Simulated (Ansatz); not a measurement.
## A series in volume scale on Te

Plane-wave DFT, scalar-relativistic PAW made under PBE with cores redone for the functional, no dispersion; the given relaxed cell is scaled uniformly, energy at zero smearing counts from the unscaled cell, pressure at the given Fermi-Dirac smearing is positive in compression. The results are calculated, by Ansatz 0.2.0.

The cell before it is scaled or strained (space group Im-3m, No. 229):
```
CELL_PARAMETERS angstrom
-1.89030 1.89030 1.89030
1.89030 -1.89030 1.89030
1.89030 1.89030 -1.89030
ATOMIC_POSITIONS crystal
Te 0.00000 0.00000 0.00000
```

Settings of every row: spin polarised no; functional PBEsol; wave cutoff 420 eV; smearing width 0.1 eV; k mesh 13x13x13.

Atom starting moment: 0 on all atoms.

Limits: no spin-orbit coupling, which can matter with elements this heavy; the cell comes from a prototype or a list of computed structures and needn't be the stable phase.

```
row  volume scale  V (Å³/atom)  pressure (GPa)  energy change per atom (meV)
  1          0.88       23.776           11.45                        102.25
  2          0.92       24.857               ?                             ?
  3          0.96       25.937            3.01                          9.56
  4          1.04       28.099           -2.34                          8.52
  5          1.08       29.179            -4.2                         31.34
  6          1.12        30.26           -5.67                         65.43
```

Question: what pressure and energy change per atom should row 2 give?

Worked fit of pressure. Take u = (V_r/V)^(2/3) − 1 with V_r = 28.099 Å³ an atom, which is twice the finite (Eulerian) strain; such expansions in the strain, on which the Birch-Murnaghan equation of state is built, carry the rest volume and the bulk modulus. The shown rows have u = 0.11781, 0.05483, 0, -0.02483, -0.0482. Least squares give pressure = −2.362 + 82.358 × u + 295.35 × u² GPa; a straight line predicts inner rows, each left out in turn, worse (root mean square 0.99 against 0.053 GPa). The rows lie off it by 0.01, -0.03, 0.02, 0.02, -0.02. The pressure vanishes at u = 0.0262, or V = 27.03 Å³ an atom, and there the bulk modulus at fixed shape and fractions is B = −V dP/dV = (2/3)(1 + u) dP/du = 66.9 GPa. The withheld row has u = 0.08516, so the fit gives −2.362 + 82.358 × (0.08516) + 295.35 × (0.08516)² = 6.79 GPa.

The calculation gave 6.75 GPa. The fit lies 0.04 GPa (0.23 % of the column's range) above it; its largest miss of a shown row is 0.03 GPa.

Worked fit of energy change per atom. Take u = (V_r/V)^(2/3) − 1 with V_r = 28.099 Å³ an atom, which is twice the finite (Eulerian) strain; such expansions in the strain, on which the Birch-Murnaghan equation of state is built, carry the rest volume and the bulk modulus. The shown rows have u = 0.11781, 0.05483, 0, -0.02483, -0.0482. Least squares give energy change per atom = 8.043 − 620.473 × u + 12039.68 × u² meV; a straight line predicts inner rows, each left out in turn, worse (root mean square 40 against 1.1 meV). The rows lie off it by 0.20, -0.66, 0.48, 0.47, -0.49 (root mean square 0.48 meV). The withheld row has u = 0.08516, so the fit gives 8.043 − 620.473 × (0.08516) + 12039.68 × (0.08516)² = 42.52 meV.

The calculation gave 41.75 meV. The fit lies 0.77 meV (1.8 % of the value, 0.82 % of the column's range) above it; its largest miss of a shown row is 0.66 meV.
